Iron ions from Fe+ to Fe23+, computed with radial Dirac CI 1: one-configuration Dirac-Coulomb-Breit CI with model QED, on exchange-only KLI orbitals optimised for each configuration. Valence Slater integrals are scaled by 0.9 in the CI; the radial parameters listed are unscaled and averaged over j, for the open shell of highest l.

```
species   Z  charge (e)  electrons  configuration  open shell  lowest level  term weight (%)  next level  spin orbit zeta (cm⁻¹)  slater f2 (cm⁻¹)  mean square radius (bohr²)
    Fe+  26           1         25    [Ar] 3d6 4s          3d         6D9/2              100       6D7/2                  392.46             85114                       1.581
   Fe3+  26           3         23       [Ar] 3d5          3d         6S5/2              100      4G11/2                  452.59             96654                       1.198
   Fe5+  26           5         21       [Ar] 3d3          3d         4F3/2              100       4F5/2                  576.55            111960                      0.9056
   Fe7+  26           7         19        [Ar] 3d          3d         2D3/2              100       2D5/2                  713.28               n/a                      0.7325
  Fe10+  26          10         16   [Ne] 3s2 3p4          3p           3P2               96         3P1                   11081            137450                      0.6148
  Fe12+  26          12         14   [Ne] 3s2 3p2          3p           3P0               97         3P1                   12176            142800                      0.5677
  Fe15+  26          15         11        [Ne] 3s          3s         2S1/2              100         n/a                     n/a               n/a                      0.5143
  Fe18+  26          18          8    1s2 2s2 2p4          2p           3P2               89         3P0                   71064            428660                     0.05973
  Fe20+  26          20          6    1s2 2s2 2p2          2p           3P0               91         3P1                   77229            445810                     0.05543
  Fe23+  26          23          3         1s2 2s          2s         2S1/2              100         n/a                     n/a               n/a                     0.06697
```

The nuclear charge is 26 in every row, yet the spin-orbit constant ζ grows 197-fold from Fe+ to Fe20+, and unevenly. The radial columns describe only the open shell of highest l: ζ sets the strength of the one-electron coupling ζ l·s, F² is the Slater integral that spaces the terms, and ⟨r²⟩ is the mean square radius. Levels are written as (2S+1), L, J, and the term weight is the share of the named LS term in the lowest level. An s shell has no ζ, and the single 3d electron of Fe7+ has no F². These notes follow Fe7+ (3d), Fe10+ (3p) and Fe18+ (2p). Between the first two ζ rises 15.5-fold while ⟨r²⟩ falls by only 16 %. The meaning of ζ can be checked on Fe7+, where a lone d electron should give a doublet split by 5ζ/2 = 1783.2 cm⁻¹; the Dirac CI run puts 2D5/2 at 1790.5 cm⁻¹, and the estimate is 0.4 % below that.

First explanation: ionic charge. If the open-shell electron felt mainly the net charge q + 1 of the ion it leaves behind, ζ would follow a power of q + 1. A straight-line least-squares fit of ln ζ against ln(q + 1) over the eight rows with a ζ gives an exponent of 2.56, and it overshoots Fe7+ fivefold. The exponents taken step by step show why. Within a shell they are 0.43 (3d, Fe+ to Fe7+), 0.56 (3p) and 0.83 (2p), the last two resting on two rows each; across a change of shell they are 8.61 and 4.65. The fitted exponent is a compromise between slow growth and two jumps, and it has no meaning of its own. With a within-shell exponent below one, the ratio 11/8 in q + 1 from Fe7+ to Fe10+ would raise ζ by less than 1.4.

Second explanation: orbital size. This is the tempting one, since ζ goes as an average of r⁻³ and a smaller orbital should have more of it:

ζ ∝ ⟨r²⟩^(−3/2)

A free log-log fit over the same eight rows returns −1.57, which looks like a confirmation. It is a property of the end points: the step from Fe+ to Fe20+ alone gives −1.58. With the exponent held at −3/2 and the prefactor set by the mean of the logarithms, the law is 2.6 times too high at Fe7+ and nearly five times too low at Fe10+. It predicts a step of 1.30 where the table has 15.5, and from Fe12+ to Fe18+ it errs the other way, 29 against 5.8.

F² serves as a control, because it is a repulsion within the bulk of the density and ought to follow 1/r. From Fe5+ to Fe10+ the size factor √(0.9056/0.6148) is 1.21 and F² rises by 137450/111960 = 1.23, while ζ rises by 11081/576.55 = 19. The numbers therefore show that ⟨r²⟩ is a good measure of the orbital for one integral and a poor one for the other. The reason is the weighting: ⟨r²⟩ counts the outer tail, F² the middle, and ζ the region next to the nucleus.

Third explanation: the quantum numbers, through penetration. A Kepler orbit makes the point. For semi-major axis a and eccentricity e the time average of r⁻³ is 1/[a³(1 − e²)^(3/2)], so two orbits of the same size differ greatly if one is eccentric and dives close to the centre. With a = n²/Z and √(1 − e²) = l/n this becomes Z³/(n³l³), the classical shadow of the hydrogen-like result below. By this rule a 3d orbit has e = 0.75 and a 3p orbit e = 0.94, so the 3p orbit dives much closer to the centre. The analogy holds only for a pure 1/r field and for l well above zero; it diverges for s states, and it knows nothing of screening, which lets the diving electron meet more nuclear charge than it feels far out. In wave terms, the radial function starts as r^l, so a p electron has density at radii from which a d electron is kept away.

The model takes three steps, in atomic units. The coupling is

ζ = (α²/2) ⟨(1/r) dV/dr⟩, which is (α²/2) Z_f ⟨r⁻³⟩ for a Coulomb field of charge Z_f.

A hydrogen-like orbital of charge Z_r has

⟨r⁻³⟩ = Z_r³ / [n³ l(l + ½)(l + 1)]

⟨r²⟩ = n² [5n² + 1 − 3l(l + 1)] / (2 Z_r²)

The second relation fixes Z_r from the tabulated radius; its numerator over two is 126, 180 and 30 for 3d, 3p and 2p, and the denominator of the first is 405, 81 and 24. With α² Ry = 5.844 cm⁻¹,

ζ = 5.844 cm⁻¹ × Z_f Z_r³ / [n³ l(l + ½)(l + 1)]

Two simple choices of Z_f are compared: the bare nucleus, 26, and the screened Z_r. Nothing is fitted to ζ. For Fe10+, Z_r = √(180/0.6148) = 17.11 and Z_r³ = 5009, so the bare-field estimate is 5.844 × 26 × 5009/81 ≈ 9400 cm⁻¹, 15 % below the tabulated 11081 cm⁻¹.

The bare-field form is the size law multiplied by a number that depends only on n and l. From 3d to 3p that number is 405/81 = 5 from ⟨r⁻³⟩, times (180/126)^(3/2) = 1.71 because a 3p orbital needs more charge than a 3d orbital to be equally small; with the size factor, 5 × 1.71 × 1.30 = 11.1 against the 15.5 of the table. From 3p to 2p the shell number is below one and cuts the size law's 29 to 6.7, against 5.8. Both jumps come out in the right direction and within 30 % of the tabulated ratios, and over the eight rows the root-mean-square misfit factor falls from 2.5, for charge and for size alike, to 1.19. The same Z_r with hydrogen-like integrals reproduces F² within 6 % in all seven rows that have one. Z_r also rises through all ten rows, including Fe20+ to Fe23+, where ⟨r²⟩ grows by a factor 1.21 only because 2s replaces 2p; at equal charge the hydrogen-like ratio would be 1.40.

The model has clear failures, far larger than the 0.04 % uncertainty that the printed digits of ⟨r²⟩ allow. The screened choice Z_f = Z_r gives the better 3d to 3p jump, 14.5, but falls below the table in every row, fourfold at Fe+, and its overall misfit factor of 2.1 is hardly better than those of the discarded laws. The bare-field form is the better of two variants tried, and its success may owe something to cancellation: the bare field overstates dV/dr, while a hydrogen-like shape matched to the tail understates ⟨r⁻³⟩. That cancellation is argued here, and these numbers do not separate the two parts. The agreement to within about 3 % for the 2p rows should not be prized either, since the formulas are non-relativistic and (26α)² is about 0.04.

Within one shell the bare-field form is the size law and shares its fault: along 3d it rises by 3.17 where ζ rises by 1.82, running from 32 % low at Fe+ to 19 % high at Fe7+. A plausible reading is that removing 4s and 3d electrons pulls in the tail much more than the inner part of the orbital, where the field hardly changes. Put in terms of charges, the same data fit this reading but do not test it separately. The charge that makes the pure hydrogen-like formula match ζ lies between Z_r and 26 in all eight rows, and along 3d it moves only from 12.8 to 14.9 while Z_r moves from 8.9 to 13.1. Fe+ is the least secure row: it has an open 4s as well, the single configuration 3d6 4s was imposed and not weighed against 3d7, and exchange-only orbitals omit correlation where it matters most.

What the numbers decide is thus limited but definite. A single power of charge or of size is excluded. In the bare-field model a hydrogen-like shell factor supplies most of the jump from 3d to 3p, while from 3p to 2p the smaller size makes the jump and the shell factor cuts it back. The table has no ion with both a 3d and a 3p value, and charge, shell and size change together, so the split of the jump between l and screening rests on the model. For a neighbouring ion the rule is to find the open shell first: Fe9+ (3p⁵) should lie a little below Fe10+ and nowhere near Fe7+, and Fe17+ (2p⁵) a little below Fe18+.

The levels feel the ratio ζ/F², which is about 0.005 for 3d, 0.081 at Fe10+ and 0.166 at Fe18+. Spin-orbit coupling mixes levels of equal J from different terms, and for p² or p⁴ this is a two-level problem: 3P2 with 1D2, lying 0.24 F² above 3P and coupled by ζ/√2, and 3P0 with 1S0, lying 0.6 F² above and coupled by √2 ζ. With 0.9 F², as the runs used, it gives weights of 95.7 % for Fe10+ and 89.3 % for Fe18+, which round to the tabulated 96 and 89. The push from 1S0 lowers 3P0, not enough to pass 3P1 in Fe10+ but enough in Fe18+, where the two-level value is 2.4 % below the 77424 cm⁻¹ of the run. This repeats what a one-configuration CI does and so is no independent test. The weight does not fall steadily with charge: Fe20+ has 91 %, since its lowest level is 3P0, whose partner 1S0 couples twice as strongly as 1D2 does to 3P2 but starts 2.5 times as far away. Unscaled F² would raise the Fe18+ weight to 90.5 %, so the last digit depends on a factor applied alike at every charge, and mixing with other configurations would shift these levels further. Fe3+ shows ζ and splitting parting company: 6S has L = 0 and no fine-structure partner, so its next level is another term, 4G11/2 at 33056 cm⁻¹, a gap set by the Slater integrals, which unscaled make such splittings 10 to 25 % too wide at this low charge.
